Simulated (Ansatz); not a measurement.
A ladder of methods for SbCl3 (antimony trichloride)

The species is SbCl3 (4 atoms), meant as a singlet with charge 0. SMILES: `[Cl][Sb]([Cl])[Cl]`. The shape is that of a PBE0-D4/def2-TZVP optimisation.

Quantity: the electronic atomisation energy, in eV. The values are calculated. Electronic energies at fixed atoms, without zero-point motion or spin-orbit coupling.

| level | kind | program | value (eV) | CPU time (all runs) |
| --- | --- | --- | --- | --- |
| PBE/def2-SVPD (core potential) | GGA | Ansatz | 10.05 | 13 s |
| r2SCAN/def2-SVPD (core potential) | meta-GGA | Ansatz | 9.78 | 30 s |
| B3LYP/def2-SVPD (core potential) | global hybrid | Ansatz | 9.24 | 20 s |
| BHLYP/def2-SVPD (core potential) | global hybrid | Ansatz | 8.67 | 19 s |
| CAM-B3LYP/def2-SVPD (core potential) | range-separated hybrid | Ansatz | 9.18 | 23 s |
| wB97X/def2-SVPD (core potential) | range-separated hybrid | Ansatz | 9.83 | 70 s |
| MP2/def2-SVPD (core potential) | perturbation theory | Ansatz | 8.89 | 9.9 s |
| CCSD/def2-SVPD (core potential) | coupled cluster or CI | Ansatz | 8.13 | 28 s |

Correlated wave functions underbind in double-zeta sets. The values span 8.13 to 10.05 eV. In the correlated wave-function rows the outer d shell of Sb is correlated, in sets not made for it. Times are those of the runs behind each value, whatever else they computed, on shared processors of several kinds: orders of magnitude only.

Atomising SbCl3 breaks three polar Sb–Cl bonds and leaves open-shell atoms, so electron pairs present in the molecule are lost and correlation contributes substantially to the binding. Semilocal exchange imitates part of the left-right correlation in these bonds, and PBE gives the largest value, 10.05 eV. Replacing more of it with exact exchange removes that contribution, which probably explains most of the fall from B3LYP at 9.24 eV to BHLYP at 8.67 eV. The exchange fraction alone doesn't order the whole set, however: wB97X, despite its full long-range exact exchange, gives 9.83 eV, above both r2SCAN and B3LYP.

Among the wave-function methods, MP2 lies above CCSD, as is common when pair correlations are treated without their mutual coupling. CCSD in turn omits connected triple excitations, which usually strengthen binding. Its 8.13 eV is therefore no reference for ranking the functionals, and its closeness to BHLYP relative to the other functionals is no evidence that BHLYP is the most accurate of them.
